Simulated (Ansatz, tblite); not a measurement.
## Ligand exchange: CH3I + BH(CH3)(OH) → HOI + BH(CH3)2

Species: CH3I `CI`, singlet; BH(CH3)(OH), singlet; HOI `OI`, singlet; BH(CH3)2, singlet. The partners trade CH3 for OH: I–CH3 and B–OH bonds give way to I–OH and B–CH3.

Shapes, held fixed at every level: PBE0-D4/def2-TZVP. Flexible molecules stand in one conformer, not always the lowest. Programs: Ansatz 0.2.0, tblite 0.8.0. The zero-point and thermal change to 298 K, harmonic and unscaled (PBE0-D4/def2-TZVP), is -7.6 kJ/mol.

Estimate ΔH(298 K) of this reaction.

The highest level, CCSD(T)/def2-TZVPP, gives ΔH(298 K) = +240.5 kJ/mol; the levels span +205.8 to +272.6. The column of differences is taken from that level and isn't an error. No measured value is set beside it here. For atoms past krypton def2 sets carry core potentials with scalar relativity. Correlated rows may include outer-core shells of I, which these sets cover unevenly. Times are processor times on shared x86 and Arm servers, and rough.

```json
{"level": "GFN2-xTB", "kind": "semi-empirical", "ΔH(298 K) (kJ/mol)": "+205.8", "less CCSD(T)/def2-TZVPP": "-34.7", "CPU time (sum over the molecules)": "0.84 s"}
{"level": "HF/def2-SVP", "kind": "Hartree–Fock", "ΔH(298 K) (kJ/mol)": "+272.6", "less CCSD(T)/def2-TZVPP": "+32.1", "CPU time (sum over the molecules)": "–"}
{"level": "SPW92/def2-TZVPP", "kind": "LDA", "ΔH(298 K) (kJ/mol)": "+232.1", "less CCSD(T)/def2-TZVPP": "-8.4", "CPU time (sum over the molecules)": "9.7 s"}
{"level": "PBE-D4/def2-TZVPP", "kind": "GGA", "ΔH(298 K) (kJ/mol)": "+221.7", "less CCSD(T)/def2-TZVPP": "-18.8", "CPU time (sum over the molecules)": "13 s"}
{"level": "BHLYP-D4/def2-TZVPP", "kind": "global hybrid", "ΔH(298 K) (kJ/mol)": "+240.0", "less CCSD(T)/def2-TZVPP": "-0.5", "CPU time (sum over the molecules)": "17 s"}
{"level": "B2PLYP/def2-TZVPP", "kind": "double hybrid", "ΔH(298 K) (kJ/mol)": "+235.8", "less CCSD(T)/def2-TZVPP": "-4.7", "CPU time (sum over the molecules)": "26 s"}
{"level": "CCSD(T)/def2-SVP", "kind": "coupled cluster or CI", "ΔH(298 K) (kJ/mol)": "+263.8", "less CCSD(T)/def2-TZVPP": "+23.3", "CPU time (sum over the molecules)": "15 s"}
{"level": "CCSD(T)/def2-TZVPP", "kind": "coupled cluster or CI", "ΔH(298 K) (kJ/mol)": "+240.5", "less CCSD(T)/def2-TZVPP": "0.0", "CPU time (sum over the molecules)": "2.6 min"}
```

The exchange is strongly endothermic at every level, with CCSD(T)/def2-TZVPP giving +240.5 kJ/mol, so enthalpy clearly favours keeping hydroxyl on boron and methyl on iodine. The main cause is the loss of the B–OH bond, which is strongly polar and reinforced by donation from an oxygen lone pair into the empty boron p orbital. Methyl offers only weak hyperconjugation in its place, and the new I–O bond, weakened by lone-pair repulsion and modest overlap, recovers little of the cost.

Much of the Hartree–Fock offset probably comes from the small basis rather than from missing correlation, since CCSD(T) in the same def2-SVP set is also too high, by +23.3 kJ/mol against its larger-basis value. That sensitivity suggests the triple-zeta result may not be converged either, so the near coincidence of BHLYP-D4 with it doesn't establish that functional's accuracy. The sign of the reaction enthalpy is secure, but it says nothing about the barrier to exchange in either direction.
